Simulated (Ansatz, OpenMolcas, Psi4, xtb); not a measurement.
**B2O2 (diboron dioxide): methods side by side**

The species is B2O2 (4 atoms), meant as a singlet with charge 0. As SMILES, `O=BB=O`. The shape is that of a PBE0-D4/def2-TZVP optimisation.

Each level gives the vertical energy of the triplet above the singlet (eV). The values are calculated.

```
               level                    kind     program  value (eV)  CPU time (all runs)
            GFN1-xTB          semi-empirical         xtb        6.29            under 2 s
  revPBE/aug-cc-pVDZ                     GGA        Psi4        5.70                 80 s
    TPSS/aug-cc-pVDZ                meta-GGA  OpenMolcas        5.68              2.2 min
  M06-2X/aug-cc-pVDZ         hybrid meta-GGA        Psi4        6.65              3.2 min
 wB97M-V/aug-cc-pVDZ  range-separated hybrid      Ansatz        6.47              3.3 min
  B2PLYP/aug-cc-pVDZ           double hybrid      Ansatz        6.54              2.7 min
RPA@PBE0/aug-cc-pVDZ                     RPA      Ansatz        6.08              2.3 min
     MP3/aug-cc-pVDZ     perturbation theory        Psi4        8.97                 55 s
 BCCD(T)/aug-cc-pVDZ   coupled cluster or CI      Ansatz        6.54              3.7 min
```

The values span 5.68 to 8.97 eV. GFN1-xTB: no spin polarisation, so open shells miss the exchange term that lowers them. Times are those of the runs behind each value, whatever else they computed, on shared processors of several kinds: orders of magnitude only.

Every method places the singlet well below the triplet at this geometry, as expected for a closed-shell molecule with strong B–O multiple bonds and a B–B single bond. Exciting the molecule means taking an electron from a filled bonding or oxygen-rich orbital into an empty π orbital. That orbital lies mainly on boron, the less electronegative atom, and is antibonding within each BO unit but bonding between the two borons. Unpairing the electrons therefore costs much B–O bonding, which the gain across the B–B link cannot repay.

The two hybrids and the double hybrid lie close to the coupled-cluster value of 6.54 eV, while revPBE and TPSS fall clearly below it and RPA lies in between. MP3, at 8.97 eV, stands apart from all the others, probably because its triplet reference settled on a higher state or is a poor starting point for the perturbation series; it is no evidence for a larger gap. The energy of a relaxed triplet, which could bend or shorten its B–B bond, remains open.
